## Can I get the pressure of a squeezed MoS₂ cell without running the calculation?

I'm looking at this set of results for layered MoS₂, the same cell at nine volumes:

MoS₂ (P6₃/mmc, 6 atoms per cell) computed with Ansatz 0.2.0: LDA, scalar-relativistic frozen-core PAW (soft_2 set), no spin polarisation, 420 eV plane-wave cutoff, 10×10×3 k mesh, Fermi-Dirac smearing of 0.03 eV. The cell is scaled uniformly, with the atoms at fixed fractional positions; pressure is positive in compression.

```
volume (Å³/atom)     c/a  shortest distance (Å)  pressure (GPa)
          16.668  3.8896                  2.318          12.561
          17.023  3.8896                  2.334           8.311
          17.377  3.8896                  2.350           4.491
          17.555  3.8896                  2.358           2.729
          17.732  3.8896                  2.366           1.058
          17.909  3.8896                  2.374          -0.526
          18.087  3.8896                  2.382          -2.028
          18.441  3.8896                  2.397          -4.801
          18.796  3.8896                  2.413          -7.292
```

Positive pressure means that the cell is compressed and pushes outwards; negative means that it is stretched and pulls inwards. The pressure obviously drops as the cell grows, but not along a straight line. Is there a rule that I could use with pencil and paper for a volume in this range? And how far could I trust it?

### Answer

Yes. Start with a simpler system, a molecule of two atoms. Push the atoms together and their electron clouds overlap, which makes the repulsion climb steeply. Pull them apart and the attraction that holds them changes more gently. The bond therefore acts as a spring that gets harder when squeezed and softer when stretched.

A layered crystal has several lengths that can respond differently, and then the comparison would break down. Here it holds, because c/a is fixed and the atoms keep their relative places in the cell. Every distance shrinks in the same proportion, so the cell has only one length to change, as the molecule has.

The table shows the cell getting stiffer as it shrinks. Going from 16.668 to 17.023 Å³/atom lowers the pressure by 12.561 − 8.311 = 4.25 GPa. An equally large step at the other end, from 18.441 to 18.796, lowers it by only 7.292 − 4.801 = 2.49 GPa. Part of this is geometry: pressure is force per area, and a smaller cell has smaller faces, so even a spring of constant stiffness would show some bend. The rest is the hardening of the spring. That steep repulsion causes it is an argument from the picture of the molecule, not a result of this table: the pressures alone do not separate repulsion from attraction.

**Building the rule.** You need the volume of zero pressure, the stiffness there, and the rate at which the stiffness grows. The first two come from the rows on either side of zero, 17.732 and 17.909. Their volumes differ by about 1 % and their pressures by 1.058 + 0.526 = 1.584 GPa, so each percent of compression costs about 1.6 GPa. Zero lies two thirds of the way between them, at 17.85 Å³/atom.

For the third, let the stiffness (the bulk modulus) be $B = B_0 + B'P$, where $P$ is the pressure and $B_0$ the stiffness at zero pressure. Let $u$ be the fraction by which the volume has shrunk from its zero-pressure value. Since $B = -V\,dP/dV$, with $V$ the volume, integrating and keeping terms up to $u^2$ gives

$$P \approx B_0\,u\left[1 + \tfrac{1}{2}(B'+1)\,u\right].$$

For the growth I take $B' = 4$, the value built into the second-order Birch equation of state. It makes the bracket $1 + 2.5u$. A spring of constant stiffness along the cell edge would give $1 + u$, so the hardening supplies the other $1.5u$. With the compression $x$ in percent, negative for a stretched cell, the rule becomes

$$P \approx 1.6\ \text{GPa} \times x \times (1 + 0.025\,x), \qquad x = 100\,\frac{17.85 - V}{17.85}.$$

In words: take 1.6 GPa for each percent, then raise the result by 2.5 % for each percent of compression, or lower it by as much for each percent of stretching. The value 4 was not adjusted to these rows, but they support it: across the table the stiffness rises by about 4.3 GPa for each GPa of pressure.

**A squeezed cell.** Take 17.023 Å³/atom, a row that did not set the constants.

1. Compression: $x = 100 \times (17.85 - 17.023)/17.85 = 4.63$.
2. Straight part: $1.6 \times 4.63 = 7.41$ GPa.
3. Correction: $1 + 0.025 \times 4.63 = 1.116$.
4. Result: $7.41 \times 1.116 = 8.27$ GPa.

The calculation gives 8.31 GPa, so the estimate is low by about half a percent.

**A stretched cell.** At 18.441 Å³/atom, also not used for the constants, $x = -3.31$. The straight part is −5.30 GPa and the correction 0.917, which gives −4.86 GPa. The computed value is −4.80 GPa. This time the correction makes the pressure smaller in size, because the stretched cell has become softer.

**Accuracy.** Over all nine rows the rule stays within 1.7 % of the computed pressure. Its largest miss is 0.2 GPa, at the smallest volume, where the estimate is too low. Without the correction, the miss there would be almost 2 GPa. The output printed below gives the comparison row by row.

Close to zero pressure, judge the estimate in GPa and not in percent. An error of only 0.01 Å³/atom in the zero-pressure volume shifts the result by about 0.09 GPa. That hardly matters at 8 GPa, but it is a sixth of the pressure at 17.909 Å³/atom.

**How far in volume.** The table covers about 7 % compression and 5 % expansion, and I would stay inside that range. At 15 % compression the rule gives 33 GPa, while the full Birch curve with the same constants gives 36 GPa; the rule is already too low at the smallest volume, which speaks for the larger value, but no row reaches far enough to settle it. On the stretched side the formula turns round at 20 % expansion. A real crystal's pull must also peak somewhere before it fades, but the place of this turn comes from stopping at $u^2$ and is no estimate of where the crystal would tear.

**What kind of squeezing.** The rule belongs to a cell whose layers and whose gaps between layers are forced to shrink together. Its 1.6 GPa per percent corresponds to a bulk modulus of 160 GPa. Real MoS₂ under uniform pressure is expected to be much softer, because its weakly bound gaps can give way first while the layers nearly keep their thickness. No relaxed cell was computed here to test it. If you need the response of a real crystal or film to a load, don't use this stiffness.

Nor is 17.85 Å³/atom the volume of a crystal at rest. The printed pressure is an average over directions. At 17.909 Å³/atom the cell pulls inwards within the layers with 2.8 GPa and pushes outwards across them with 3.9 GPa, and these nearly cancel in the average, where the value within the layers counts twice. The atoms are not at rest either: each sulphur feels a force of 0.57 eV/Å along c. The zero also carries a bias from the method. The local-density approximation usually makes crystals too small, and the atomic datasets, made for another functional, add an error of unknown size.

For another crystal scaled in this uniform way, read the zero and the cost per percent afresh from two volumes on either side of zero. The 2.5 % correction is a reasonable first guess, to be checked against a third volume.

The analysis program printed:

```
Rule of thumb against the calculation:
     row  compression_%  straight_part_GPa  factor  rule_GPa  computed_GPa  miss_GPa  miss_%
  16.668          6.622              10.59   1.166     12.35         12.56   -0.2121   1.688
  17.023          4.633              7.413   1.116     8.271         8.311  -0.03951  0.4754
  17.377           2.65               4.24   1.066     4.521         4.491   0.02965  0.6601
  17.555          1.653              2.644   1.041     2.754         2.729   0.02451  0.8981
  17.732         0.6611              1.058   1.017     1.075         1.058   0.01718   1.624
  17.909        -0.3305            -0.5289  0.9917   -0.5245        -0.526  0.001519  0.2887
  18.087         -1.328             -2.124  0.9668    -2.054        -2.028  -0.02585   1.275
  18.441         -3.311             -5.297  0.9172    -4.859        -4.801  -0.05799   1.208
  18.796           -5.3              -8.48  0.8675    -7.356        -7.292  -0.06407  0.8786
Behind the mean pressure:
     row  stiffness_from_row_before_GPa  in_plane_stress_GPa  stress_along_c_GPa  S_force_eV/A  energy_cost_eV_per_cell  cost_by_rule_eV_per_cell
  16.668                            n/a                9.747               18.19         1.987                   0.2608                    0.2598
  17.023                          201.7                5.678               13.58         1.542                   0.1227                    0.1231
  17.377                          185.6                2.028               9.419          1.13                   0.0382                   0.03863
  17.555                          172.9               0.3467               7.494        0.9349                   0.0142                   0.01443
  17.732                          166.6               -1.245               5.665        0.7472                   0.0017                  0.001782
  17.909                          159.5               -2.753               3.927        0.5665                        0                         0
  18.087                          151.9                -4.18               2.276        0.3923                   0.0085                  0.008638
  18.441                          143.1                -6.81             -0.7829       0.06293                   0.0542                   0.05481
  18.796                          130.6               -9.166              -3.544       -0.2429                   0.1348                    0.1364
Volume of zero mean pressure by interpolation (A^3/atom): 17.85
Pressure per percent of compression from the two rows beside zero (GPa): 1.597
Rise of stiffness per GPa of pressure over the table: 4.309
Growth of the factor that this rise implies (% per % of compression): 2.655
Largest miss of the rule (GPa): 0.2121
Largest miss of the straight part alone (GPa): 1.966
Largest miss of the Birch curve (GPa): 0.1601
Volume where the in-plane stress vanishes (A^3/atom): 17.59
Volume where the stress along c vanishes (A^3/atom): 18.35
Pressure shift if the zero volume is wrong by 0.01 A^3/atom (GPa): 0.08964
Rule at 15 % compression, outside the table (GPa): 33
Birch curve at 15 % compression, outside the table (GPa): 36.01
Largest miss of the energy cost by the rule (eV per cell): 0.001554
```
